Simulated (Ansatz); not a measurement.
P: energy along a strain

P, P4/mmm, a = 4.273 Å, c = 4.378 Å (as given, not relaxed at this level: -4.1 GPa). This isn't the element's structure at ambient conditions. Ansatz: LDA, PAW, 420 eV, Γ-centred 12×12×12 mesh on 1 atom, Gaussian smearing 0.15 eV; no spin polarisation. Cell vectors (Å): 4.273 0.000 0.000; 0.000 4.273 0.000; 0.000 0.000 4.378. The cell is strained by x per cent times the pattern (0 0 0 0 0 1) in the order xx yy zz yz xz xy (engineering shears), with fractional coordinates held. y is the free energy over the start, V0 = 79.932 Å³/atom. Symmetry makes y even in x.

| x (%) | y (meV/atom) |
| --- | --- |
| -4.00 | ? |
| -2.00 | 0.20 |
| 0.00 | 0.00 |
| 0.50 | 0.01 |
| 1.00 | 0.05 |
| 1.50 | 0.12 |
| 2.50 | 0.32 |
| 3.00 | 0.46 |
| 3.50 | 0.62 |

Fit y = c2 x² + c4 x⁴ to the other rows, get the stiffness along the pattern, and predict the missing energy.

Least squares on the rows shown. y = 0.05149 x² − 6.574×10⁻⁵ x⁴. The clamped-ion stiffness p·C·p = 2 × 0.5149 eV × 160.2 / 79.932 Å³ = 2.1 GPa, which is C66 in these axes (second derivative at the start, which stands under stress). At x = -4.00 the fit asked for gives 0.81 meV/atom. The run gave 0.82 meV/atom, so the fit is 0.01 meV/atom too low, a small miss on the scale of the series.

The lattice resists this shear only feebly, as expected for phosphorus atoms held much farther apart than in a normal P–P single bond. At a spacing of 4.273 Å the 3p orbitals overlap weakly, so distorting the square net costs little bonding energy. The low stiffness therefore reflects the stretched lattice and says little about the rigidity of covalently bonded phosphorus. With a half-filled 3p shell and such weak overlap, local moments would probably form if allowed; the imposed spin pairing may thus affect the curvature as well as the total energy.

The response is essentially harmonic. The negative quartic coefficient hints at softening, but its contribution is comparable to the rounding of the energies, and the quadratic term alone reproduces the omitted point to the printed precision. Neither the sign of the anharmonicity nor a physical origin for the small miss is therefore established. Positive curvature along this one shear doesn't exclude a Peierls-type distortion into short and long contacts, to which a half-filled p shell is prone.
